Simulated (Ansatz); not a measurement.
## AsAu: the change of energy above given cell and pressure with volume ratio

All results are calculated (Ansatz 0.2.0). Plane-wave density functional theory, PAW datasets, Gaussian smearing 0.05 eV: equation of state, the given cell scaled in volume with shape and atoms relaxed at each volume.

The cell before it is scaled or strained (space group F-43m, No. 216):
```
CELL_PARAMETERS angstrom
0.00000 2.86840 2.86840
2.86840 0.00000 2.86840
2.86840 2.86840 0.00000
ATOMIC_POSITIONS crystal
Au 0.00000 0.00000 0.00000
As 0.25000 0.25000 0.25000
```

Settings of every row: paw set soft_2; functional PBEsol; spin treatment none; moment partition spheres; spin axis none; wave cutoff 420 eV; k mesh 10x10x10; symmetry use detected.

Atom hubbard u: 0 on all atoms.

Limits: no spin-orbit coupling, which can matter with elements this heavy; the cell comes from a prototype or a list of computed structures and needn't be the stable phase.

```csv
row,volume ratio,V (Å³/atom),energy above given cell (meV per atom),pressure (GPa)
1,0.96,22.657,11.07,3.96
2,0.98,23.129,2.6,1.844
3,1,23.601,0,-0.014
4,1.02,24.073,2.46,-1.601
5,1.04,24.545,?,?
```

Question: what energy above given cell and pressure should row 5 give?

Worked fit of energy above given cell. Take u = (V_r/V)^(2/3) − 1 with V_r = 23.365 Å³ an atom, which is twice the finite (Eulerian) strain; such expansions in the strain, on which the Birch-Murnaghan equation of state is built, carry the rest volume and the bulk modulus. The shown rows have u = 0.02073, 0.00679, -0.00668, -0.0197. Least squares give energy above given cell = 0.618 + 197.1 × u + 14786.6 × u² meV per atom; a straight line predicts inner rows, each left out in turn, worse (root mean square 3.8 against 0.085 meV per atom). The rows lie off it by 0.01, -0.04, 0.04, -0.01. The withheld row has u = -0.03231, so the fit gives 0.618 + 197.1 × (-0.03231) + 14786.6 × (-0.03231)² = 9.69 meV per atom.

The calculation gave 9.33 meV per atom. The fit lies 0.36 meV per atom (3.9 % of the value, 3.3 % of the column's range) above it; its largest miss of a shown row is 0.04 meV per atom. This row lies beyond the range of the fit.

Worked fit of pressure. Take u = (V_r/V)^(2/3) − 1 with V_r = 23.365 Å³ an atom, which is twice the finite (Eulerian) strain; such expansions in the strain, on which the Birch-Murnaghan equation of state is built, carry the rest volume and the bulk modulus. The shown rows have u = 0.02073, 0.00679, -0.00668, -0.0197. Least squares give pressure = 0.8824 + 137.066 × u + 553.61 × u² GPa; a straight line predicts inner rows, each left out in turn, worse (root mean square 0.14 against 0.012 GPa). The rows lie off it by -0.002, 0.005, -0.006, 0.002 (root mean square 0.0042 GPa). The pressure vanishes at u = -0.0066, or V = 23.6 Å³ an atom, and there the bulk modulus with shape and atoms relaxed is B = −V dP/dV = (2/3)(1 + u) dP/du = 85.9 GPa. The withheld row has u = -0.03231, so the fit gives 0.8824 + 137.066 × (-0.03231) + 553.61 × (-0.03231)² = -2.968 GPa.

The calculation gave -3.021 GPa. The fit lies 0.053 GPa (1.8 % of the value, 0.76 % of the column's range) above it; its largest miss of a shown row is 0.006 GPa. This row lies beyond the range of the fit.
